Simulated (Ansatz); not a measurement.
Sc: pressure against volume per atom

All results are calculated (Ansatz 0.2.0). Periodic Kohn-Sham DFT of a crystal at fixed atoms; pressure and stress are positive in compression; the energy is the free energy less that of spherical unpolarised free atoms; site moments are those in the method's own spheres, positive along +z.

Cell of the first row (space group P6_3/mmc, No. 194):
```
cell vectors (Å)
   3.2467     0.0000     0.0000
  -1.6234     2.8118     0.0000
   0.0000     0.0000     5.2605
atoms (fractions of the cell vectors)
Sc  0.33333  0.66667  0.25000
Sc  0.66667  0.33333  0.75000
```

Settings of every row: method frozen-core PAW; functional PBEsol; relativity scalar; k mesh 14x14x8; filling fermi-dirac; smearing width 0.08 eV; wave cutoff 420 eV; paw set soft_2.

Atom:
| element | start moment (bohr magneton) |
| --- | --- |
| Sc | 1 |
| Sc | 1 |

Limits: PAW files made with PBE.

| row | volume per atom (Å³) | pressure (GPa) |
| --- | --- | --- |
| 1 | 24.012 | -0.646 |
| 2 | 24.512 | -1.733 |
| 3 | 25.012 | ? |
| 4 | 25.512 | -3.634 |
| 5 | 26.013 | -4.463 |

Cell moment is 0 bohr magneton in every row.

Question: what pressure should row 3 give?

Worked fit of pressure. Take u = (V_r/V)^(2/3) − 1 with V_r = 25.012 Å³ an atom, which is twice the finite (Eulerian) strain; such expansions in the strain, on which the Birch-Murnaghan equation of state is built, carry the rest volume and the bulk modulus. The shown rows have u = 0.02757, 0.01355, -0.01311, -0.02582. Least squares give pressure = −2.7265 + 71.227 × u + 153.7 × u² GPa; a straight line predicts inner rows, each left out in turn, worse (root mean square 0.063 against 0.00037 GPa). All shown rows lie on it to the printed digit. The withheld row has u = 0, so the fit gives −2.7265 + 71.227 × (0) + 153.7 × (0)² = -2.727 GPa.

The calculation gave -2.727 GPa. The fit meets it to the printed digit.
